**Cd 4p and 5s Kohn-Sham levels: self-interaction shift against orbital size**

The table holds 4p and 5s eigenvalues, mean radii and their separation for the spherical, scalar-relativistic all-electron Cd atom (Quantum ESPRESSO ld1.x) with LDA plus SIC, LDA plus Latter tail, PBE and Xalpha 1.0. The program tests a shift $-cF^0_{ii}$ for the self-interaction correction on 4s, 4p, 4d and 5s against a $k/\langle r\rangle$ law and a rigid shift, using PBE and the Latter row as baselines. Against PBE, $c=0.349$ fits with an rms residual of 0.09 eV (0.22 eV after rescaling $F^0$ to the SIC radii, 2.52 eV for a rigid shift), below the hydrogenic 1s value of 0.428; against the Latter row 5s misfits by about 1 eV. Hydrogenic effective charges from energy and from radius disagree in every row. The output also lists pairwise differences, spreads over the methods and the rounding of the table.

Scalar-relativistic all-electron Kohn-Sham calculations with Quantum ESPRESSO ld1.x 7.5 for the neutral Cd atom (Z = 48, [Kr] 4d10 5s2), with spherical densities and a point nucleus. Eigenvalues are negative for bound levels, and SIC is the Perdew-Zunger self-interaction correction.

## The fit in Python

```python
# Table: Cd [Kr]4d10 5s2, QE ld1.x 7.5, spherical scalar-relativistic all-electron KS atom: 4p, 5s
# eigenvalues (eV), mean radii (bohr), their difference, for LDA+SIC, LDA+Latter tail, PBE, Xalpha 1.
# Tested: SIC shift = -c*F0(i,i) against a rigid shift and k/<r>; hydrogenic Z_eff; rounding floor.
T = {
    'functional': ['LDA-PZ', 'LDA-PW92', 'LDA-PZ', 'PBE', 'Xalpha 1.0'],
    'spin_polarised': ['spin-polarised', 'spin-polarised', 'spin-polarised', 'no spin polarisation', 'no spin polarisation'],
    'correction': ['SIC', 'SIC', 'Latter tail', 'none', 'none'],
    'eigenvalue_4p': [-76.03, -76.035, -68.009, -66.967, -73.362],  # eV
    'eigenvalue_5s': [-8.9023, -8.8989, -7.2199, -5.6595, -7.3229],  # eV
    'mean_radius_4p': [0.96162, 0.96164, 0.95946, 0.96021, 0.9433],  # bohr
    'mean_radius_5s': [2.8832, 2.8831, 3.0781, 2.8994, 2.6834],  # bohr
    'gap': [67.1282, 67.1362, 60.7887, 61.3078, 66.0391],  # eV
}
import numpy as np
from scipy.constants import physical_constants as pc
Ha = pc['Hartree energy in eV'][0]
e4, e5, r4, r5, g = (np.array(T[k], float) for k in
    ['eigenvalue_4p', 'eigenvalue_5s', 'mean_radius_4p', 'mean_radius_5s', 'gap'])
def row(f, c):
    return [i for i in range(len(g)) if str(T['functional'][i]).startswith(f) and str(T['correction'][i]).startswith(c)][0]
S, W, L, P, X = row('LDA-PZ', 'SIC'), row('LDA-PW', 'SIC'), row('LDA-PZ', 'Latter'), row('PBE', ''), row('Xalpha', '')
nm = {S: 'PZ-SIC', W: 'PW92-SIC', L: 'Latter', P: 'PBE', X: 'Xalpha'}
print('row: hydrogenic Zeff from energy / from <r>, 4p then 5s; -e5s vs IP ~9 eV (rough, recalled)')
for i in nm:
    print(f'{nm[i]:9s} {4*np.sqrt(-2*e4[i]/Ha):.2f}/{23/r4[i]:.2f}  {5*np.sqrt(-2*e5[i]/Ha):.2f}/{37.5/r5[i]:.2f}  {100*(-e5[i]/9-1):+.0f}%  e4p/e5s {e4[i]/e5[i]:.1f} r5s/r4p {r5[i]/r4[i]:.2f}')
print('rounding floor of a difference: e4p 0.001, e5s 0.0001, gap 0.0001 eV; r4p 1e-5, r5s 1e-4 bohr')
print(f'max |gap-(e5s-e4p)| = {np.abs(g-(e5-e4)).max():.4f} eV')
for n, a, u in [('e4p', e4, 'eV'), ('e5s', e5, 'eV'), ('gap', g, 'eV'), ('r4p', r4, 'bohr'), ('r5s', r5, 'bohr')]:
    print(f'spread {n}: {np.ptp(a):.4f} {u} = {100*np.ptp(a)/abs(a.mean()):.1f}% of mean')
print('pair: d e4p, d e5s, d gap (eV); ratio d4p/d5s; d r4p, d r5s (bohr, %)')
for a, b in [(W, S), (S, L), (S, P), (L, P), (X, P), (X, S)]:
    print(f'{nm[a]}-{nm[b]}: {e4[a]-e4[b]:+.3f} {e5[a]-e5[b]:+.4f} {g[a]-g[b]:+.4f}; {(e4[a]-e4[b])/(e5[a]-e5[b]):.2f}; '
          f'{r4[a]-r4[b]:+.5f} ({100*(r4[a]/r4[b]-1):+.2f}) {r5[a]-r5[b]:+.4f} ({100*(r5[a]/r5[b]-1):+.2f})')
# further outputs of the same runs (less vetted): 4s, 4d, 1s levels (eV), radii, <1/r>, Xalpha F0 (eV)
x4s = {S: -115.6454, L: -106.872, P: -105.9178, X: -112.7588}
x4d = {S: -18.94359, L: -12.87854, P: -11.73301, X: -16.52115}
x1s = {S: -26846.21, L: -26494.54, P: -26525.77}; inv1s = 50.63919
F0 = np.array([28.17666, 25.96121, 20.28274, 9.165668]); F0_5s4p = 11.70709
rS = np.array([0.87994, r4[S], 1.287461, r5[S]]); rX = np.array([0.8678058, r4[X], 1.221169, r5[X]])
inv5s = {L: 0.4218971, P: 0.4431929}; Exc = {L: -149.1563, P: -154.2998, X: -219.6788}
lev = lambda i: np.array([x4s[i], e4[i], x4d[i], e5[i]])
f = lambda a, d=2: ' '.join(f'{v:+.{d}f}' for v in a)
vx = (6/np.pi)**(1/3)*np.pi**(-1/3)*8/(8/3)**3
c1s = 1 - vx/0.625
print(f'hydrogenic 1s, exchange only: c = {c1s:.3f}; shift/<1/r> = {0.625-vx:.3f}')
print(f'1s -shift/<1/r>: SIC-Latter {(x1s[L]-x1s[S])/inv1s/Ha:.3f}, SIC-PBE {(x1s[P]-x1s[S])/inv1s/Ha:.3f}')
F0s = F0*rX/rS
print('order 4s 4p 4d 5s; F0 (eV)', f(F0), '; rescaled to SIC radii', f(F0s))
print(f'4p/5s ratios: F0 {F0[1]/F0[3]:.2f}, rescaled F0 {F0s[1]/F0s[3]:.2f}, 1/<r> {r5[S]/r4[S]:.2f}')
for b in (P, L):
    d = lev(b) - lev(S)
    print(f'deepening by SIC vs {nm[b]} (eV):', f(d))
    print('  /F0:', f(d/F0, 3), ' /rescaled F0:', f(d/F0s, 3))
    for n, x in [('c*F0', F0), ('c*F0 rescaled', F0s), ('k/<r>', 1/rS), ('rigid', np.ones(4))]:
        k = d@x/(x@x); res = d - k*x
        print(f'  {n}: par {k:.3f}, resid {f(res)}, rms {np.sqrt(np.mean(res**2)):.2f} eV, worst {["4s","4p","4d","5s"][np.abs(res).argmax()]}')
dL = lev(L) - lev(S); p = np.polyfit(F0, dL, 1)
print(f'vs Latter, a*F0+b: a {p[0]:.3f}, b {p[1]:+.2f} eV, resid', f(dL-np.polyval(p, F0)))
print('Latter-PBE (eV):', f(lev(L)-lev(P)))
print(f'crude 4p de-screening by wider 5s: {2*F0_5s4p*(inv5s[L]/inv5s[P]-1):+.1f} eV; <1/r>5s {100*(inv5s[L]/inv5s[P]-1):+.1f}%')
print('Xalpha-PBE (eV):', f(lev(X)-lev(P)), ' /F0:', f((lev(X)-lev(P))/F0, 3))
print('Xalpha-SIC (eV):', f(lev(X)-lev(S)))
print(f'Exc (hartree): Xalpha/1.5 {Exc[X]/1.5:.2f}, LDA Latter {Exc[L]:.2f}, PBE {Exc[P]:.2f}')
assert max(e4[S], e4[W]) < min(e4[L], e4[P], e4[X]) and max(e5[S], e5[W]) < min(e5[L], e5[P], e5[X])
assert r5.argmax() == L and e5[L] < e5[P] and r5.argmin() == X and r4.argmin() == X
assert np.all((lev(P)-lev(S))/F0 > 0.2) and np.all((lev(P)-lev(S))/F0 < c1s)
assert r4[S] > r4[L] and np.abs(g-(e5-e4)).max() < 0.001
```

Output:

```
row: hydrogenic Zeff from energy / from <r>, 4p then 5s; -e5s vs IP ~9 eV (rough, recalled)
PZ-SIC    9.46/23.92  4.04/13.01  -1%  e4p/e5s 8.5 r5s/r4p 3.00
PW92-SIC  9.46/23.92  4.04/13.01  -1%  e4p/e5s 8.5 r5s/r4p 3.00
Latter    8.94/23.97  3.64/12.18  -20%  e4p/e5s 9.4 r5s/r4p 3.21
PBE       8.87/23.95  3.22/12.93  -37%  e4p/e5s 11.8 r5s/r4p 3.02
Xalpha    9.29/24.38  3.67/13.97  -19%  e4p/e5s 10.0 r5s/r4p 2.84
rounding floor of a difference: e4p 0.001, e5s 0.0001, gap 0.0001 eV; r4p 1e-5, r5s 1e-4 bohr
max |gap-(e5s-e4p)| = 0.0005 eV
spread e4p: 9.0680 eV = 12.6% of mean
spread e5s: 3.2428 eV = 42.7% of mean
spread gap: 6.3475 eV = 9.8% of mean
spread r4p: 0.0183 bohr = 1.9% of mean
spread r5s: 0.3947 bohr = 13.7% of mean
pair: d e4p, d e5s, d gap (eV); ratio d4p/d5s; d r4p, d r5s (bohr, %)
PW92-SIC-PZ-SIC: -0.005 +0.0034 +0.0080; -1.47; +0.00002 (+0.00) -0.0001 (-0.00)
PZ-SIC-Latter: -8.021 -1.6824 +6.3395; 4.77; +0.00216 (+0.23) -0.1949 (-6.33)
PZ-SIC-PBE: -9.063 -3.2428 +5.8204; 2.79; +0.00141 (+0.15) -0.0162 (-0.56)
Latter-PBE: -1.042 -1.5604 -0.5191; 0.67; -0.00075 (-0.08) +0.1787 (+6.16)
Xalpha-PBE: -6.395 -1.6634 +4.7313; 3.84; -0.01691 (-1.76) -0.2160 (-7.45)
Xalpha-PZ-SIC: +2.668 +1.5794 -1.0891; 1.69; -0.01832 (-1.91) -0.1998 (-6.93)
hydrogenic 1s, exchange only: c = 0.428; shift/<1/r> = 0.268
1s -shift/<1/r>: SIC-Latter 0.255, SIC-PBE 0.233
order 4s 4p 4d 5s; F0 (eV) +28.18 +25.96 +20.28 +9.17 ; rescaled to SIC radii +27.79 +25.47 +19.24 +8.53
4p/5s ratios: F0 2.83, rescaled F0 2.99, 1/<r> 3.00
deepening by SIC vs PBE (eV): +9.73 +9.06 +7.21 +3.24
  /F0: +0.345 +0.349 +0.356 +0.354  /rescaled F0: +0.350 +0.356 +0.375 +0.380
  c*F0: par 0.349, resid -0.11 +0.00 +0.13 +0.04, rms 0.09 eV, worst 4d
  c*F0 rescaled: par 0.358, resid -0.23 -0.06 +0.32 +0.19, rms 0.22 eV, worst 4d
  k/<r>: par 8.786, resid -0.26 -0.07 +0.39 +0.20, rms 0.25 eV, worst 4d
  rigid: par 7.311, resid +2.42 +1.75 -0.10 -4.07, rms 2.52 eV, worst 5s
deepening by SIC vs Latter (eV): +8.77 +8.02 +6.07 +1.68
  /F0: +0.311 +0.309 +0.299 +0.184  /rescaled F0: +0.316 +0.315 +0.315 +0.197
  c*F0: par 0.302, resid +0.25 +0.17 -0.07 -1.09, rms 0.57 eV, worst 5s
  c*F0 rescaled: par 0.311, resid +0.14 +0.11 +0.09 -0.97, rms 0.49 eV, worst 5s
  k/<r>: par 7.623, resid +0.11 +0.09 +0.14 -0.96, rms 0.49 eV, worst 5s
  rigid: par 6.135, resid +2.64 +1.89 -0.07 -4.45, rms 2.75 eV, worst 5s
vs Latter, a*F0+b: a 0.374, b -1.68 eV, resid -0.09 -0.01 +0.16 -0.07
Latter-PBE (eV): -0.95 -1.04 -1.15 -1.56
crude 4p de-screening by wider 5s: -1.1 eV; <1/r>5s -4.8%
Xalpha-PBE (eV): -6.84 -6.39 -4.79 -1.66  /F0: -0.243 -0.246 -0.236 -0.181
Xalpha-SIC (eV): +2.89 +2.67 +2.42 +1.58
Exc (hartree): Xalpha/1.5 -146.45, LDA Latter -149.16, PBE -154.30
```
